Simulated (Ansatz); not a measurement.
## Which isomer of C2H7InO gives these data?

These gas-phase data were calculated for one isomer of C2H7InO at PBE-D3(BJ)/def2-SVP (harmonic, unscaled wavenumbers; equilibrium rotational constants with average atomic masses):

```
rotational constants            : 10.38, 2.229, 1.879 GHz
all wavenumbers above 1500 cm⁻¹ : 3118, 3102, 2993, 2941, 2927, 2861, 1712
dipole moment                   : 2.20 D (PBE0/def2-TZVPD)
```

Candidates:

(1) `C[O][InH][CH3]`, a singlet
(2) `[CH3][In]([CH3])[OH]`, a singlet

Q: Assign the data to one candidate and say why.

A: Candidate (1). No mode falls between 3300 and 4000 cm⁻¹, where the O–H stretch of (2) would stand.

The same quantities for all candidates:

```tsv
	rotational constants (GHz)	wavenumbers above 1500 cm⁻¹	dipole (D)	E above the lowest, PBE-D3(BJ)/def2-SVP (kcal/mol)
(1)	10.38, 2.229, 1.879	3118, 3102, 2993, 2941, 2927, 2861, 1712	2.20	14.3
(2)	5.109, 3.699, 2.207	3719, 3114, 3107, 3098, 3094, 2990, 2986	2.64	0.0
```

Harmonic stretches to hydrogen usually lie a few per cent above observed fundamentals. Each candidate is one conformer. Atoms past krypton carry core potentials. Programs: Ansatz 0.2.0.

The band at 1712 cm⁻¹ gives positive evidence for (1): it fits a terminal In–H stretch, whereas (2) has no hydrogen on indium. Its position far below the C–H stretches reflects mainly a softer bond, since hydrogen dominates the reduced mass in both cases. The C–H modes at 2941, 2927 and 2861 cm⁻¹ probably belong largely to the methoxy group, where oxygen lone-pair donation into antibonding C–H orbitals weakens these bonds. The rotational constants agree independently: the C–O–In–C chain of (1) makes it a nearly prolate top, while the branched heavy-atom skeleton of (2) spreads mass more evenly in the plane.

The lower energy of (2) has no bearing on the assignment. Going from (1) to (2) formally exchanges a C–O and an In–H bond for an O–H and an In–C bond, and the strong O–H bond probably accounts for much of the preference. This ordering applies to isolated monomers; association through bridging oxygen, common for such indium compounds, could change it in condensed phases.
